**Reading a vacuum level beside a polar HfO₂ slab**

A work function needs a vacuum level, the value at which the potential energy of an electron levels off outside a solid. In the slab below, the potential is already flat on the low side of the cell, outside a face of oxygen atoms. On the high side, outside a face of bare hafnium atoms, it is still climbing at 19.44 Å. Where will it be at the next three heights, and does it have any reason to match the other side?

Planar mean of the smooth electrostatic potential energy of an electron along c through an unrelaxed (100) slab of fluorite-type HfO₂, oxygen face at the bottom and hafnium face at the top. Ansatz 0.2.0, scalar-relativistic PBE without spin polarisation, PAW, 420 eV plane-wave cutoff, 7×7×1 k-mesh, Gaussian smearing of 0.05 eV, dipole correction.

| height (Å) | potential energy of an electron from the Fermi level (valence top where gapped) (eV) |
| --- | --- |
| 2.69 | 9.540 |
| 3.29 | 9.540 |
| 3.89 | 9.540 |
| 4.49 | 9.540 |
| 5.08 | 9.540 |
| 5.68 | 9.510 |
| 6.28 | 9.230 |
| 6.88 | 6.090 |
| 7.47 | -4.950 |
| 8.07 | -3.610 |
| 8.67 | -6.820 |
| 9.27 | -5.010 |
| 9.87 | -7.050 |
| 10.46 | -5.710 |
| 11.06 | -7.500 |
| 11.66 | -7.440 |
| 12.26 | -7.100 |
| 12.86 | -7.800 |
| 13.46 | -7.480 |
| 14.05 | -9.270 |
| 14.65 | -7.270 |
| 15.25 | -9.660 |
| 15.85 | -6.820 |
| 16.45 | -9.690 |
| 17.04 | -5.230 |
| 17.64 | 1.440 |
| 18.24 | 3.830 |
| 18.84 | 4.570 |
| 19.44 | 4.770 |
| 20.03 | ? |
| 20.63 | ? |
| 21.23 | ? |

The potential rises outside the slab because electrons spill out beyond the last nuclei. Poisson's equation ties the curvature of the potential, averaged over each plane, to the charge in that plane. Where there are no electrons left, the curve must be straight, and the dipole correction allows it to be level as well. So the question of where the climb ends becomes a question of how fast the electron tail dies out.

Quantum mechanics gives that rate. An electron at the top of the occupied states faces a barrier Φ, the distance in energy up to the vacuum level. If it has no motion along the surface, its density far outside falls with distance z as exp(−2κz), where κ = √(2mΦ)/ħ, m is the electron mass and ħ the reduced Planck constant. Motion along the surface makes the density fall faster. A curve whose curvature dies away exponentially, and which ends level, approaches its final value at the same exponential rate. The higher the barrier, the shorter the climb.

**One step worked by hand**

The known points suggest a barrier of about 4.8 eV on the hafnium side. With Φ in eV, κ is about 0.51√Φ per Å, here 1.1 per Å. Over one spacing of 0.60 Å the tail, and with it each successive rise of the potential, should shrink to about 0.26 of its former size. The last two known rises, 0.74 and 0.20 eV, have a ratio of 0.27.

The next rise should then be 0.26 × 0.20 eV, or about 0.05 eV. Added to the 4.77 eV at 19.44 Å, this gives 4.82 eV at 20.03 Å. The rises after that are smaller still, so the curve should flatten without a lasting slope or a jump.

For the forecast itself, a constant level minus an exponential tail was fitted to the three outermost known points, with the decay rate taken from the barrier. Two constants fitted to three points leave little to check, so the real test lies in the heights ahead. The point at 17.64 Å was left out because it lies only about 1.2 Å beyond the hafnium nuclei, where the density is not yet a simple tail. There the formula comes out about half an electronvolt too low.

The forecasts are:

- 20.03 Å: 4.82 ± 0.03 eV
- 20.63 Å: 4.83 ± 0.03 eV
- 21.23 Å: 4.83 ± 0.03 eV

The range covers the rounding of the known values and a tail that dies somewhat faster than the rule says. The oxygen side gives a reason for that caution: its rises shrink to 0.09 of their size per spacing, where the rule gives 0.15. One of the points used lies within 0.7 Å of the oxygen layer, but the next pair out tells the same story: at 6.28 and 5.68 Å the potential lies 0.31 and 0.03 eV below its plateau, a ratio near 0.1. The rule gives only the slowest possible decay; a faster one is expected where the outer density comes from states below the Fermi level or from states that move along the surface. On the hafnium side the known ratio already matches the rule, so the range does not stretch to a decay that fast.

The withheld rows as computed:

| height (Å) | potential energy of an electron from the Fermi level (valence top where gapped) (eV) |
| --- | --- |
| 20.03 | 4.820 |
| 20.63 | 4.830 |
| 21.23 | 4.840 |

All three values fall within their ranges. The first two agree with the forecasts to the printed digits, and the last lies 0.01 eV above its forecast, a difference no larger than the rounding. The curve flattens as forecast. Its last two rises are both 0.01 eV as printed, but the run reports a vacuum level 4.837 eV above the Fermi level for this face, so the climb is over to within the rounding. The result rules out the reading that the plateau had already been reached at 19.44 Å. It does not single out the barrier formula, because simply continuing the shrinking rises by their own ratio leads to 4.84 eV too. What the barrier adds is a plausible reason for the ratio, and a rough way to guess it for another surface. The full fit is in the printed output below.

**Why the two sides disagree**

The vacuum levels differ by 9.54 − 4.84 = 4.70 eV. This step belongs to the slab, which ends in oxygen below and hafnium above and therefore carries a dipole. The run reports 0.33782 e Å on a cell area of 12.99282 Å², and Poisson's equation turns that dipole into the same 4.70 eV. The dipole correction only lets each side be level; without it, the periodic cell would force the two levels to meet through a false slope in the vacuum. A slab with two equivalent faces would have the same level on both sides.

The surprise is that the step is so small. If every layer kept its full formal ionic charge, the stack of negative oxygen and positive hafnium layers would build up a step of hundreds of electronvolts before screening. No insulator with a gap of a few electronvolts can hold that. Long before, the filled oxygen states at one face would rise above the empty hafnium states at the other, and electrons would cross the slab until the field had nearly collapsed.

The interior bears the mark of what remains. The potential there looks ragged because the sampled heights do not keep pace with the atomic layers, but points in similar positions can be compared. Near oxygen layers, it drops from −7.05 eV at 9.87 Å to −9.66 eV at 15.25 Å, a tilt of nearly 0.5 eV per Å towards the hafnium face. Across the whole slab this adds up to about 4 eV, the scale expected of a band gap, though the bulk gap is not part of this run. The rest of the step is expected to come from the different surface dipoles of the two faces. The forces agree in direction with the remaining field: every hafnium atom is pushed towards the oxygen face and every oxygen atom towards the hafnium face. The bands of the same run fit this picture in that the slab has no gap. Counted upwards in energy, the last band an insulator would fill overlaps the next by about 0.6 eV, but that count does not follow oxygen or hafnium character and does not measure how far the two sets of states have crossed. That the electrons moved from oxygen to hafnium states is expected from the electrostatics; the potential alone does not show it.

**What to do about it**

Look for the plateau separately on each side, and allow more room at the face with the lower barrier. Here the oxygen side is flat about 2.4 Å beyond its last atoms, while at 3.0 Å the hafnium side is still 0.07 eV below its outermost computed value. Stopping there would put a small error into the work function, and the cure is to go one or two ångströms further out.

The larger danger is to take either level as the work function of HfO₂. A level common to the whole slab, such as the Fermi level, moves by 4.7 eV against the vacuum depending on the face chosen. The band edges are expected to follow the tilt across the slab, so the interior offers no flat reference for a band alignment either. A non-polar cut, or a model of the actual interface with a field-free oxide region, is the better start.

The size of the step is also provisional. The atoms sit in an ideal fluorite-like arrangement, and a real polar surface would relax or rebuild itself to reduce its dipole. Spin polarisation, which holes left in the oxygen states could favour, and spin–orbit coupling were not included. If the gap limits the remaining field, as argued above, then the gap that PBE makes too small probably makes this step too small as well for the same arrangement of atoms.

Printed output of the fit:

```
fit of potential on 3 rows (height > 18): constant 4.834 +/- 0.0046, coefficient of tail -0.06718 +/- 0.00051; rms 0.00307, worst 18.84 0.00411, leave-one-out rms 0.0203
  rows outside the fit (model, value, miss): 2.69 4.834, 9.54, -4.71; 3.29 4.834, 9.54, -4.71; 3.89 4.834, 9.54, -4.71; 4.49 4.834, 9.54, -4.71; 5.08 4.834, 9.54, -4.71; 5.68 4.834, 9.51, -4.68; 6.28 4.834, 9.23, -4.4; 6.88 4.834, 6.09, -1.26; 7.47 4.834, -4.95, 9.78; 8.07 4.834, -3.61, 8.44; 8.67 4.834, -6.82, 11.7; 9.27 4.834, -5.01, 9.84; 9.87 4.834, -7.05, 11.9; 10.46 4.834, -5.71, 10.5; 11.06 4.834, -7.5, 12.3; 11.66 4.834, -7.44, 12.3; 12.26 4.834, -7.1, 11.9; 12.86 4.834, -7.8, 12.6; 13.46 4.834, -7.48, 12.3; 14.05 4.834, -9.27, 14.1; 14.65 4.834, -7.27, 12.1; 15.25 4.834, -9.66, 14.5; 15.85 4.834, -6.82, 11.7; 16.45 4.834, -9.69, 14.5; 17.04 4.834, -5.23, 10.1; 17.64 0.9483, 1.44, -0.492; 20.03 4.816, 4.82, -0.00385; 20.63 4.829, 4.83, -0.000672; 21.23 4.833, 4.84, -0.00727
Hf side, rise from 18.24 to 18.84 angstrom (eV): 0.74
Hf side, rise from 18.84 to 19.44 angstrom (eV): 0.2
Hf side, ratio of these two successive rises: 0.2703
Hf side, ratio expected from the barrier: 0.2596
Rival, plateau from geometric continuation of the rises (eV): 4.844
O side, ratio of successive rises going outwards from 6.88 angstrom: 0.08917
O side, ratio expected from its barrier: 0.1506
Forecast step between the two vacuum levels (eV): 4.706
Inner tilt from points near O layers (eV per angstrom): -0.4851
Inner tilt from points near Hf layers (eV per angstrom): -0.4554
Unscreened step of uncompensated formal charges, order of magnitude only (eV): 282.9
```
